**Q:** I'm working on AlBH₂ at a stretched geometry, and the unrestricted Hartree–Fock (UHF) run is spin-contaminated: $\langle S^2\rangle$ is 0.34, where a singlet should have zero. I took that as a sign that one determinant isn't enough and chose an active space of two electrons in two orbitals, the "pair" rows. Second-order perturbation theory on top of it, NEVPT2 pair, still errs by 835.5 meV. Ordinary RMP2, which starts from a single determinant, errs by 919.3 meV. Why did the active space help so little?

Ansatz 0.2.0 calculations on neutral singlet AlBH₂ in the 6-31G basis, with all distances stretched by a factor of 1.099 from the PBE0/def2-TZVP geometry. Errors are in total energies against full CI (FCI), with noble-gas cores frozen in the correlated levels. The pair space holds 2 electrons in 2 orbitals, the valence space 8 in 10; R is restricted, U unrestricted.

```csv
level,"this level less the reference (FCI, same basis) (meV)"
RHF,3065.1
UHF,3025.9
RMP2,919.3
CISD,276.3
RCCSD,76.2
RCCSD(T),21.3
BCCD(T),21.1
RCCSDT,4.4
RCCSDT(Q),1.3
RCCSDTQ,0.2
CASSCF pair,2620.9
NEVPT2 pair,835.5
MRCISD pair,213.6
MRCISD+Q pair,-14.7
CASSCF valence,733.5
NEVPT2 valence,212.5
MRCISD valence,24.6
MRCISD+Q valence,10.7
```

**A:** Look first at how much energy is at stake. The RHF error, 3065 meV, is the whole correlation energy of the valence electrons in this basis; the cores are frozen. Breaking the spin symmetry gains 39 meV of it, about 1 %. The contamination tells you that a lower determinant exists, but not how much correlation lies beyond it. Your pair space alone, the row CASSCF pair, recovers only 14 %.

**Q:** Shouldn't the second orbital catch the most important excitation?

**A:** It would if a single empty orbital stood out. In the CISD wave function, the fullest of the empty orbitals holds only 19 % of the promoted electrons, and it takes three orbitals to hold 56 %. The correlation is spread out, and a space with one extra orbital has no room for it. A CASSCF run can also settle on a higher solution, which I haven't ruled out here. The valence space, with eight electrons in ten orbitals, recovers 76 %.

**Q:** Is there a simple case where I can picture this?

**A:** Take the beryllium atom. Its 2s pair lies close in energy to three empty 2p orbitals, and by symmetry it uses all three equally. A space of 2s and one 2p orbital admits only one of the three. In AlBH₂ I suspect that the aluminium 3s pair plays this part with the empty 3p orbitals, though I haven't checked the shapes of the orbitals. The comparison stops at the number of pairs: beryllium has one valence pair and AlBH₂ has four, all of which promote electrons.

**Q:** But NEVPT2 is meant to supply whatever the active space leaves out.

**A:** It supplies a fraction, so divide what it recovers by what its reference left over. RMP2 recovers 70 % of what RHF leaves, NEVPT2 pair 68 % of what its CASSCF leaves, and NEVPT2 valence 71 %. The perturbative step does about equally well each time. Your pair reference left 2621 meV undone, and losing nearly a third of that gives the large error you see.

**Q:** Why does second order fall short at all?

**A:** Each excitation contributes roughly $-|V|^2/\Delta$, where $V$ is its coupling to the reference and $\Delta$ is what it costs. In RMP2, $\Delta$ is a difference of orbital energies. The empty Hartree–Fock orbitals feel the repulsion of all the electrons, including the one that has just been promoted, so the attraction between that electron and the hole it leaves is not credited. The cost comes out too high and the energy gain too small. NEVPT2 treats the active electrons better, but it has a similar gap for electrons that leave the active space. Other couplings are dropped too, some of the opposite sign, so the argument makes the shortfall plausible without fixing its size.

**Q:** Does the same thing happen in coupled cluster, where the doubles are no longer perturbative?

**A:** A similar shortfall appears one step higher. In RCCSD(T) the triple excitations are added by perturbation theory, and they bring 54.9 meV where the full triples of RCCSDT bring 71.8 meV. That is 76 %, and the perturbative quadruples recover a similar share of the full ones. The shortfall in the triples makes up most of the 21 meV by which RCCSD(T) misses full CI in this small basis. It does little harm because RCCSD had left so little to recover.

**Q:** CISD uses no perturbation theory, yet its error is 276 meV. Is that the same failure?

**A:** No, it's a different one. CISD optimises its single and double excitations fully, but it never lets two pairs be excited at the same time. While one pair is excited, the others have to stay uncorrelated. Coupled cluster includes these simultaneous excitations as products of doubles, and RCCSD errs by only 76 meV. Beryllium separates the two failures: with its 1s shell frozen there is no second pair, so CISD is exact within the basis, while second-order theory is still only approximate.

**Q:** Can I estimate what those products are worth without running coupled cluster?

**A:** Yes, with Davidson's argument. Let $w$ be the weight of the excited configurations. For that fraction of the wave function, the correlation of the other pairs is lost, so the loss is about $w$ times the CISD correlation energy. CISD promotes 0.1795 electrons, and each double excitation moves two, so $w \approx 0.1795/2 = 0.0898$ if single excitations are neglected. The correlation energy is $3065.1 - 276.3 = 2788.8$ meV, and the product is about 250 meV.

**Q:** How good is that?

**A:** The actual step from CISD to RCCSD is 200 meV, so the estimate is a quarter too high. Nothing was fitted, and the RCCSD energy did not enter. An overestimate makes sense: the argument counts the excited pair itself among those that lose their correlation. With only four pairs, that matters. RCCSD also differs from CISD in more than these products, so the comparison tests the size of the effect and not each step of the argument.

**Q:** Then what should I make of MRCISD+Q pair, which lies 14.7 meV below full CI?

**A:** Don't read it as better than exact. The "+Q" is a correction of this same kind, and here it adds 228 meV where MRCISD pair was short by 214 meV. Such a correction isn't variational, so it can overshoot. But the treatment of the core electrons differs between rows by up to 20 meV, so even the sign of this error is unsafe.

**Q:** So how should I have read my first warning?

**A:** As a reason to look at the occupations before choosing the active space. If one empty orbital holds most of the promoted electrons, a pair space is a sensible start. If several share them, a pair space will miss much of the correlation, and the next question is how full those orbitals are. Here each holds only a few hundredths of an electron, so the RHF determinant still dominates, and coupled cluster, which treats the doubles of all pairs together, works well. If several were much fuller, they would belong in the active space, because coupled cluster built on one determinant can fail in that case. Whichever reference you choose, ask what it leaves over, because the next step loses a share of that. And remember that these are errors of total energies: part of them may cancel when you compare two geometries or molecules. The output below lists these shares for the levels we discussed.

Numerical output:

```
UHF below RHF, meV: 39.2
UHF gain as share of the correlation energy, percent: 1.279
CASSCF pair gain over RHF, meV: 444.2
CASSCF pair gain as share of the correlation energy, percent: 14.49
CASSCF valence gain as share of the correlation energy, percent: 76.07
RMP2 recovers of what RHF leaves, percent: 70.01
NEVPT2 pair recovers of what its CASSCF leaves, percent: 68.12
NEVPT2 valence recovers of what its CASSCF leaves, percent: 71.03
NEVPT2 pair error smaller than RMP2 error by, meV: 83.8
full triples lower CCSD by, meV: 71.8
perturbative triples lower CCSD by, meV: 54.9
perturbative triples as share of full triples, percent: 76.46
full quadruples lower CCSDT by, meV: 4.2
perturbative quadruples as share of full quadruples, percent: 73.81
CISD misses of what RHF leaves, percent: 9.014
MRCISD pair misses of what its CASSCF leaves, percent: 8.15
MRCISD valence misses of what its CASSCF leaves, percent: 3.354
CISD error less CCSD error, meV: 200.1
electrons promoted to empty orbitals in CISD: 0.1795
share of them in the fullest empty orbital, percent: 18.87
share of them in the three fullest empty orbitals, percent: 55.73
Davidson estimate of the missing product excitations, meV: 250.3
Davidson estimate over the CISD to CCSD gap, ratio: 1.251
plus Q correction in the pair space, meV: 228.3
highest occupied level drops from RHF to UHF by, eV: 0.227
largest shift of the other three valence levels, eV: 0.02052
```
